# Notes on the implicit $\beta$ family of two-step integrators and the Numerov–Cowell method

## Premises and conventions

I use mass-weighted Cartesian coordinates $x=M^{1/2}r$, so that Newton's equations read $\ddot x=a(x)=-\nabla U(x)$ and the Hessian $H=\nabla\nabla U$ has the squared angular frequencies $\omega^2$ as eigenvalues. The premises are:

1. The force depends on positions only (no friction, no magnetic field, no thermostat variable).
2. The exact trajectory is smooth enough for the Taylor terms I write, and $a$ has a Lipschitz constant $L$ in the region visited.
3. The step $h$ is constant, $t_n=nh$, $a_n=a(x_n)$, and $\beta\ge0$.

The family is
$$x_{n+1}-2x_n+x_{n-1}=h^2\left[\beta a_{n+1}+(1-2\beta)a_n+\beta a_{n-1}\right].\tag{1}$$
I write $z=\omega h$ for the true phase advance per step and $\theta=\Omega h$ for the numerical one; wavenumbers are $\tilde\nu=\omega/2\pi c$. The member $\beta=0$ is Störmer–Verlet, and $\beta=1/12$ carries the names of Numerov and Cowell.

## 1. The family as a quadrature rule

Taylor's theorem with integral remainder gives $x(t\pm h)=x(t)\pm h\dot x(t)+h^2\int_0^1(1-s)\,\ddot x(t\pm sh)\,ds$. Adding the two signs removes the velocity:
$$x(t+h)-2x(t)+x(t-h)=h^2\int_{-1}^{1}(1-|s|)\,\ddot x(t+sh)\,ds.\tag{2}$$
This is exact, and (1) replaces the integral by a rule with nodes $s=-1,0,1$ and weights $\beta,\,1-2\beta,\,\beta$. I test the rule on powers of $s$. Odd powers vanish on both sides by symmetry. For $s^0$ both sides give 1. For $s^2$ the integral is $2(1/3-1/4)=1/6$ and the rule gives $2\beta$. For $s^4$ the integral is $2(1/5-1/6)=1/15$, for $s^6$ it is $2(1/7-1/8)=1/28$, and the rule gives $2\beta$ each time.

Define the residual $r$ as the left side of (1) minus the right side, evaluated on the exact trajectory. Inserting $\ddot x(t+sh)=\sum_k (sh)^k x^{(k+2)}/k!$ and dividing the moment differences by $2!$, $4!$, $6!$:
$$r=\left(\tfrac1{12}-\beta\right)h^4x^{(4)}+\left(\tfrac1{360}-\tfrac{\beta}{12}\right)h^6x^{(6)}+\left(\tfrac1{20160}-\tfrac{\beta}{360}\right)h^8x^{(8)}+\dots\tag{3}$$
The $h^4$ term vanishes only for $\beta=1/12$, and then
$$r=-\frac{h^6}{240}x^{(6)}-\frac{11h^8}{60480}x^{(8)}+\dots\tag{4}$$
The $h^6$ term would need $\beta=1/30$, so no member removes both. The value $\beta=1/6$ also has a reading: interpolating the acceleration linearly between nodes gives the outer weight $\int_0^1(1-s)s\,ds=1/6$.

The residual is not quite the error of one step. Starting from exact $x_n$ and $x_{n-1}$, the error $e=x_{n+1}-x(t_{n+1})$ obeys $e-\beta h^2[a(x_{n+1})-a(x(t_{n+1}))]=-r$, that is $(1+\beta h^2H)e=-r$ to first order in $e$. The leading term of $e$ is therefore $+h^6x^{(6)}/240$ for Numerov–Cowell.

## 2. A change of variable: Verlet in a modified potential

Write the bracket in (1) as $a_n+\beta(a_{n+1}-2a_n+a_{n-1})$ and move the second difference to the left. With
$$y=x-\beta h^2a(x)=x+\beta h^2\nabla U(x)\tag{5}$$
the scheme becomes
$$y_{n+1}-2y_n+y_{n-1}=h^2\tilde a(y_n),\qquad \tilde a(y)=a(x(y)).\tag{6}$$
The update of $y$ is explicit, and all the implicitness sits in inverting (5). The inversion is locally unique where the Jacobian $1+\beta h^2H$ is nonsingular.

The force $\tilde a$ is a gradient. Define
$$\tilde U(y)=U(x)+\tfrac12\beta h^2|\nabla U(x)|^2,\qquad x=x(y).\tag{7}$$
Then $d\tilde U=\nabla U\cdot dx+\beta h^2\nabla U\cdot H\,dx=\nabla U\cdot(1+\beta h^2H)\,dx=\nabla U\cdot dy$, so $\nabla_y\tilde U=\nabla U(x)=-\tilde a(y)$. Hence (6) is Störmer–Verlet for the potential $\tilde U$. In one-step form: $w'=w_n+\frac h2\tilde a(y_n)$, $y_{n+1}=y_n+hw'$, $w_{n+1}=w'+\frac h2\tilde a(y_{n+1})$. Eliminating $w$ between consecutive steps returns (6) and gives $w_n=(y_{n+1}-y_{n-1})/2h$. Each substep is the exact flow of $\tilde U(y)$ or of $|w|^2/2$, so the map is symplectic in $(y,w)$, and the symmetric sequence makes it time-reversible. The canonical pair is $(y,w)$, not $x$ with the physical velocity, a point that returns in section 6.

## 3. From residual to global order

On the exact trajectory, $y(t)=x(t)-\beta h^2a(x(t))$ satisfies (6) with $r_n$ added on the right, since the rearrangement is algebraic. Let $\epsilon_n=y_n-y(t_n)$ and $\Delta_n=\tilde a(y_n)-\tilde a(y(t_n))$. Then $\epsilon_{n+1}-2\epsilon_n+\epsilon_{n-1}=h^2\Delta_n-r_n$, and summing twice,
$$\epsilon_n=\epsilon_0+n(\epsilon_1-\epsilon_0)+\sum_{j=1}^{n-1}(n-j)(h^2\Delta_j-r_j),\tag{8}$$
as one confirms by taking the second difference. From (5), the error $e_n$ in $x$ obeys $|\epsilon_n|\ge(1-\beta h^2L)|e_n|$, so for $\beta h^2L<1$ we have $|\Delta_n|\le\tilde L|\epsilon_n|$ with $\tilde L=L/(1-\beta h^2L)$. For $nh\le T$ and $|r_j|\le\rho$, use $\sum(n-j)\le n^2/2$ and $(n-j)h\le T$:
$$|\epsilon_n|\le C+T\tilde Lh\sum_{j<n}|\epsilon_j|,\qquad C=|\epsilon_0|+\frac{T}{h}|\epsilon_1-\epsilon_0|+\frac{T^2\rho}{2h^2}.$$
Induction on $n$ (the discrete Gronwall argument) gives $|\epsilon_n|\le C(1+T\tilde Lh)^n\le Ce^{\tilde LT^2}$. Two powers of $h$ are lost between residual and global error. The general member is second order. Numerov–Cowell is fourth order, provided that $\epsilon_0=O(h^4)$ and $\epsilon_1-\epsilon_0=O(h^5)$. The bound is useless over long times; it fixes the order and nothing more.

## 4. Harmonic dispersion and stability

For $a=-Hx$ with constant $H$, scheme (1) is linear with scalar coefficients, so the normal modes decouple. For one mode, $a=-\omega^2x$ gives
$$(1+\beta z^2)(x_{n+1}+x_{n-1})=\left[2-(1-2\beta)z^2\right]x_n.$$
The trial $x_n=\xi^n$ yields $\xi^2-2\kappa\xi+1=0$ with
$$\kappa=\frac{2-(1-2\beta)z^2}{2(1+\beta z^2)}=1-\frac{z^2}{2(1+\beta z^2)}.$$
The roots multiply to 1. Either $|\kappa|<1$ and they are a conjugate pair $e^{\pm i\theta}$ on the unit circle, or $|\kappa|>1$ and one real root exceeds 1 in modulus. No member damps. With $\cos\theta=\kappa$ and $1-\cos\theta=2\sin^2(\theta/2)$,
$$\sin^2\frac{\Omega h}{2}=\frac{z^2/4}{1+\beta z^2}.\tag{9}$$
Section 2 confirms this: (5) gives $y=(1+\beta z^2)x$, so $\tilde\omega^2=\omega^2/(1+\beta z^2)$, and (9) is the Verlet relation $\sin(\theta/2)=\tilde\omega h/2$.

For $z>0$ we always have $\kappa<1$, and $\kappa>-1$ means that the right side of (9) is below 1, that is $z^2(1-4\beta)<4$. So all solutions are bounded for
$$z<\frac{2}{\sqrt{1-4\beta}}\quad(\beta<\tfrac14),\qquad\text{any }z\quad(\beta\ge\tfrac14).\tag{10}$$
At the limit $\xi=-1$ is a double root and the solution $n(-1)^n$ grows linearly, so the inequality is strict. The limits are $2$ for $\beta=0$, $\sqrt6=2.449$ for $\beta=1/12$ and $\sqrt{12}=3.464$ for $\beta=1/6$. For $\beta=1/4$, (9) is equivalent to $\tan(\theta/2)=z/2$. For $\beta\ge1/4$ stability is bought by distortion: as $z\to\infty$, $\sin^2(\theta/2)\to1/4\beta$, so all stiff modes crowd just below one numerical frequency.

For the frequency error put $s=(z/2)(1+\beta z^2)^{-1/2}$ and $\theta=2\arcsin s=2\left(s+\frac{s^3}{6}+\frac{3s^5}{40}+\frac{5s^7}{112}+\dots\right)$. Dividing by $z$, the terms are $(1+\beta z^2)^{-1/2}$, $\frac{z^2}{24}(1+\beta z^2)^{-3/2}$, $\frac{3z^4}{640}(1+\beta z^2)^{-5/2}$ and $\frac{5z^6}{7168}(1+\dots)$. Binomial expansion gives
$$\frac\Omega\omega=1+\frac{1-12\beta}{24}z^2+\left(\frac{3\beta^2}{8}-\frac{\beta}{16}+\frac{3}{640}\right)z^4+O(z^6),\tag{11}$$
with the $z^6$ coefficient $-\frac{5\beta^3}{16}+\frac{5\beta^2}{64}-\frac{3\beta}{256}+\frac{5}{7168}$. Modes are shifted to the blue for $\beta<1/12$ and, at small $z$, to the red for $\beta>1/12$. For $\beta=1/12$,
$$\frac\Omega\omega=1+\frac{z^4}{480}+\frac{z^6}{12096}+O(z^8).\tag{12}$$
This agrees with (4). A smooth curve through the numerical points makes (1) vanish, so $h^2(\ddot x-a)-h^6x^{(6)}/240\approx0$. With $x^{(6)}\approx-\omega^6x$ this gives $\Omega^2=\omega^2(1+z^4/240)$, whose root is the first correction in (12).

## 5. Solving the implicit equation

The cheapest inversion of (5) is $x^{(k+1)}=y+\beta h^2a(x^{(k)})$ from $x^{(0)}=y$, one force call per pass. For a harmonic mode each pass multiplies the error by $-q$, $q=\beta z^2$, so it converges only for $q<1$. At the limit (10), $q=4\beta/(1-4\beta)$, which is below 1 only for $\beta<1/8$. Numerov–Cowell has $q<1/2$ throughout its stable range. For $\beta>1/8$ the iteration fails before the scheme does; for $\beta=1/4$ it needs $z<2$, the Verlet limit. Unconditional stability is available only with a Newton-type solver or a minimiser: (5) is the stationarity condition of $U(x)+|x-y|^2/2\beta h^2$ in $x$, and the stationary value is (7).

If I stop at $x^{(k)}$ and use $a(x^{(k)})$ in (6), at $k+1$ force calls per step, then $x^{(k)}=y\sum_{j=0}^k(-q)^j$ and
$$4\sin^2\frac\theta2=z^2\,\frac{1-(-q)^{k+1}}{1+q}.\tag{13}$$
For $k=1$, $\beta=1/12$ the right side is $z^2(1-z^2/12)$; the expansion used for (11) gives a vanishing $z^2$ term and the $z^4$ coefficient $-\frac1{1152}-\frac1{192}+\frac3{640}=-\frac1{720}$. One correction keeps the fourth order of the frequency. It does not keep exact symplecticity: the Jacobian of the truncated force is $-H(x^{(1)})[1-\beta h^2H(y)]$, and the two Hessians need not commute. Since they differ by $O(\beta h^2)$, the antisymmetric part is $O(\beta^2h^4)$. It vanishes for harmonic systems and in one dimension.

## 6. Velocities and starting values

Taylor expansion gives $(x_{n+1}-x_{n-1})/2h=\dot x+h^2x^{(3)}/6+h^4x^{(5)}/120+\dots$ and $a_{n+1}-a_{n-1}=2hx^{(3)}+h^3x^{(5)}/3+\dots$ The combination that cancels $x^{(3)}$ is
$$v_n=\frac{x_{n+1}-x_{n-1}}{2h}-\frac{h}{12}(a_{n+1}-a_{n-1})=\dot x-\frac{7h^4}{360}x^{(5)}+\dots\tag{14}$$
The canonical $w_n$ has the coefficient $\beta h/2=h/24$ in place of $h/12$, so it is only a second-order velocity. For $x_n=A\cos n\theta$ the three estimates have amplitudes $(A\sin\theta/h)\,g$ with $g=1$ (plain difference), $g=1+\beta z^2$ (canonical) and $g=1+z^2/6$ (eq. 14). The ratio of mean kinetic to mean potential energy of the mode, 1 in the exact motion, becomes
$$\frac{\langle v^2\rangle}{\omega^2\langle x^2\rangle}=\left(\frac{g\sin\theta}{z}\right)^2.\tag{15}$$
The start needs the same care. Setting $w_0$ equal to the physical velocity misplaces $y_1$ at $O(h^3)$ and leaves an $O(h^2)$ global error: a mode started from $x_0=0$ gets its amplitude multiplied by $z/[(1+q)\sin\theta]$. Solving (14) at $n=0$, with $v_0$ given, together with (1) for $x_1$ and $x_{-1}$ gives the $O(h^5)$ start that section 3 requires.

## 7. A weak cubic term and the nonlinear limit

Take one mode with $a=-\omega^2x-\eta x^2$. A Fourier component $e^{in\phi}$ of (1) obeys $\lambda(\phi)\hat x=-h^2\hat a$, with
$$\lambda(\phi)=\frac{D}{1-\beta D},\qquad D=4\sin^2\frac\phi2,$$
and (9) is the statement $\lambda(\theta)=z^2$. Put $x_n=A\cos n\theta+c_0+c_2\cos2n\theta$, with $c_0,c_2$ of first order in $\eta$, and project:
$$c_0=-\frac{\eta A^2}{2\omega^2},\qquad c_2=\frac{h^2\eta A^2}{2[\lambda(2\theta)-z^2]},\qquad \lambda(\theta)-z^2=h^2\eta(2c_0+c_2).$$
In the exact dynamics $\lambda(\phi)=\phi^2$, $c_2=\eta A^2/6\omega^2$, and the shift is $\delta\Omega=-5\eta^2A^2/12\omega^3$. The integrator multiplies $c_2$ by $f=3z^2/[\lambda(2\theta)-z^2]$. It also changes the slope $d\lambda/d\phi$ from $2z$ to $2\sin\theta\,(1+q)^2$, because $1-\beta D=1/(1+q)$ at $\phi=\theta$. The anharmonic shift is thus multiplied by
$$\chi=\frac{6-f}{5}\cdot\frac{z}{(1+q)^2\sin\theta}.\tag{16}$$
The denominator of $c_2$ vanishes when $\sin^2\theta=\sin^2(\theta/2)$, that is at $\theta=2\pi/3$, where the overtone is aliased onto the fundamental. There $D=3$ and
$$z_3^2=\frac{3}{1-3\beta}\qquad(\beta<\tfrac13).\tag{17}$$
The expansion breaks down near $z_3$, a resonance made by the time grid. It lies inside the linearly stable range: $z_3=\sqrt3$ for Verlet, $2$ for Numerov–Cowell, and $\sqrt{12}$ for the unconditionally stable $\beta=1/4$.

## 8. Range of validity

- Equations (9) and (10) are exact for harmonic modes with (5) solved exactly. The highest frequency present sets the step.
- The series (11) and (12) need $z$ well below the limit; in (12) the second correction is $5z^2/126$ of the first.
- Fourth order needs position-only forces, a force field smooth enough for $x^{(6)}$ to exist (cutoffs with a kink and noisy self-consistent forces break this), an $O(h^5)$ start, and (14) for velocities.
- Symplecticity needs constant $h$ and a converged inversion. Negative curvature $-\mu^2$ makes (5) singular at $\beta\mu^2h^2=1$.
- With anharmonic forces, (10) is not sufficient; one stays well below $z_3$.
- Everything concerns classical trajectories.

## 9. Illustration: the optical mode of graphene

I model the zone-centre in-plane optical mode as a harmonic oscillator with the typical wavenumber $1580$ cm$^{-1}$ as input, and take $h=2$ fs. Then $\omega=0.2976$ fs$^{-1}$, the period is $21.11$ fs or $10.56$ steps, $z=0.5952$ and $z^2=0.3543$; I carry these unrounded. The table gives $\tilde\nu\,\theta/z$ from (9), its shift, the first nonvanishing term of the series, and the steps at which (10) and (17) are reached.

| $\beta$ | wavenumber (cm$^{-1}$) | shift (cm$^{-1}$) | leading term (cm$^{-1}$) | linear limit (fs) | resonance (fs) |
|---|---|---|---|---|---|
| $0$ | 1604.31 | 24.31 | 23.32 | 6.72 | 5.82 |
| $1/12$ | 1580.42 | 0.42 | 0.41 | 8.23 | 6.72 |
| $1/6$ | 1557.57 | -22.43 | -23.32 | 11.64 | 8.23 |
| $1/4$ | 1535.68 | -44.32 | -46.65 | none | 11.64 |

All four are stable at 2 fs, so accuracy decides. The top of the graphene phonon spectrum typically lies slightly above the zone-centre mode, which lowers the limits for the whole lattice a little and leaves the margin wide. The Numerov–Cowell shift is $58$ times smaller than that of Verlet, and the $z^6$ term of (12) is $1.4$ per cent of the $z^4$ term. At a turning point the leading residual is $z^6/240=1.85\times10^{-4}$ of the amplitude (the full residual is $1.82\times10^{-4}$), against $z^4/12=1.05\times10^{-2}$ for Verlet. The phase slips by one cycle after a time $1/(c\,\Delta\tilde\nu)$, which is $1.37$ ps for Verlet and $79.5$ ps for Numerov–Cowell; the latter is also roughly the run length needed to resolve the shift in a spectrum.

The comparison should be made at equal cost. Here $q=0.02953$. From (13), two force calls per 2 fs give a shift of $-0.29$ cm$^{-1}$ and three give $0.44$ cm$^{-1}$. Verlet with the same numbers of calls, at steps of $1$ fs and $2/3$ fs, gives $5.89$ and $2.60$ cm$^{-1}$. To match the converged shift Verlet needs $h=0.268$ fs, or $7.5$ calls per 2 fs.

The velocities matter more than the frequency. For $\beta=1/12$, (15) gives $0.888$ with the plain difference, $0.941$ with $w_n$ and $0.9957$ with (14). A kinetic temperature read from plain differences is $11$ per cent below the configurational one for this mode, and a start with $w_0$ set to the physical velocity inflates the amplitude by the factor $1.031$.

Anharmonicity is the neglected physics. An anharmonic shift can exceed $0.42$ cm$^{-1}$, but it is present in the exact dynamics too; what matters for the integrator is its distortion. In the one-mode cubic model $f=1.011$ and $\chi=0.9991$, so an illustrative anharmonic shift of $10$ cm$^{-1}$ would be altered by $0.009$ cm$^{-1}$. The two factors in (16) partly cancel, and coupling to other phonons is outside this estimate. The level spacing of the mode corresponds to $hc\tilde\nu/k_B=2273$ K (with Planck's $h$), so at room temperature a classical run does not populate it as the quantum crystal does, whatever the integrator.

The input wavenumber was chosen to be the typical one for graphene, so the table tests nothing about the material. Its shifts are the harmonic model's discretisation errors at 2 fs: $24.31$ cm$^{-1}$ for Verlet and $0.42$ cm$^{-1}$ for Numerov–Cowell.